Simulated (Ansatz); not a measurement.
## Al: the change of energy above lowest point with volume scale

Free energy against uniform scaling of the volume at fixed shape and fractions; periodic cell, basis, potentials, k mesh and filling as listed. The results are calculated, by Ansatz 0.2.0.

The cell before it is scaled or strained (space group P6_3/mmc, No. 194):
```
Al
1.0
      2.8125     0.0000     0.0000
     -1.4062     2.4357     0.0000
      0.0000     0.0000     4.8668
Al
2
Direct
  0.66667 0.33333 0.75000
  0.33333 0.66667 0.25000
```

Settings of every row: functional r2SCAN; dispersion none; potentials PAW; wave cutoff 530 eV; density cutoff 2120 eV; k mesh 12x12x6; k shift 0x0x0; occupations methfessel paxton; smearing width 0.1 eV; spin none.

Limits: coarse k mesh, up to 40 meV an atom off; the cell comes from a prototype or a list of computed structures and needn't be the stable phase.

| row | volume scale | V (Å³/atom) | energy above lowest point (meV/atom) |
| --- | --- | --- | --- |
| 1 | 0.94 | 15.67 | 2.4 |
| 2 | 0.96 | 16.003 | 0 |
| 3 | 0.98 | 16.336 | 1.5 |
| 4 | 1 | 16.67 | 6.6 |
| 5 | 1.02 | 17.003 | 14.8 |
| 6 | 1.04 | 17.337 | ? |
| 7 | 1.06 | 17.67 | 39.1 |

Question: what energy above lowest point should row 6 give?

Worked fit of energy above lowest point. Take u = (V_r/V)^(2/3) − 1 with V_r = 16.503 Å³ an atom, which is twice the finite (Eulerian) strain; such expansions in the strain, on which the Birch-Murnaghan equation of state is built, carry the rest volume and the bulk modulus. The shown rows have u = 0.03513, 0.02072, 0.0068, -0.00669, -0.0197, -0.04453. Least squares give energy above lowest point = 3.65 − 378.2 × u + 9595 × u² + 4677 × u³ meV/atom; a parabola predicts inner rows, each left out in turn, worse (root mean square 0.099 against 0.041 meV/atom). All shown rows lie on it to the printed digit. Its lowest point lies at u = 0.0194, or V = 16.03 Å³ an atom, and the curvature there gives the bulk modulus at fixed shape and fractions, B = (4/9)(1 + u)² E″(u)/V = 91.1 GPa. Letting shape and atoms relax would as a rule lower it, by much in layered, chain or molecular crystals. The withheld row has u = -0.03233, so the fit gives 3.65 − 378.2 × (-0.03233) + 9595 × (-0.03233)² + 4677 × (-0.03233)³ = 25.7 meV/atom.

The calculation gave 25.7 meV/atom. The fit meets it to the printed digit.
